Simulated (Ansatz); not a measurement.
## A series in volume scale on Cd

Results calculated with Ansatz 0.2.0, not measured. Plane-wave DFT, scalar-relativistic PAW made under PBE with cores redone for the functional, no dispersion; the given relaxed cell is scaled uniformly, energy at zero smearing counts from the unscaled cell, pressure at the given Fermi-Dirac smearing is positive in compression.

The cell before it is scaled or strained (space group Im-3m, No. 229):
```
Cd
1.0
     -1.7191     1.7191     1.7191
      1.7191    -1.7191     1.7191
      1.7191     1.7191    -1.7191
Cd
1
Direct
  0.00000 0.00000 0.00000
```

Settings of every row: spin polarised no; functional LDA; wave cutoff 420 eV; smearing width 0.1 eV; k mesh 14x14x14.

Atom starting moment: 0 on all atoms.

Limits: the cell comes from a prototype or a list of computed structures and needn't be the stable phase.

```csv
row,volume scale,V (Å³/atom),pressure (GPa),energy change per atom (meV)
1,0.88,17.883,11.46,73.95
2,0.92,18.696,6.51,29.08
3,0.96,19.509,?,?
4,1.04,21.135,-2.31,6.62
5,1.08,21.948,-3.93,22.81
6,1.12,22.76,-5.12,46.05
```

Question: what pressure should row 3 give?

Worked fit of pressure. Take u = (V_r/V)^(2/3) − 1 with V_r = 21.135 Å³ an atom, which is twice the finite (Eulerian) strain; such expansions in the strain, on which the Birch-Murnaghan equation of state is built, carry the rest volume and the bulk modulus. The shown rows have u = 0.11783, 0.08518, 0, -0.02485, -0.04818. Least squares give pressure = −2.35 + 74.056 × u + 362.75 × u² GPa; a straight line predicts inner rows, each left out in turn, worse (root mean square 1 against 0.11 GPa). The rows lie off it by 0.05, -0.08, 0.04, 0.04, -0.04 (root mean square 0.052 GPa). The withheld row has u = 0.05482, so the fit gives −2.35 + 74.056 × (0.05482) + 362.75 × (0.05482)² = 2.80 GPa.

The calculation gave 2.74 GPa. The fit lies 0.06 GPa (2.2 % of the value, 0.36 % of the column's range) above it; its largest miss of a shown row is 0.08 GPa.

The other values of row 3: energy change per atom 6.16 meV.
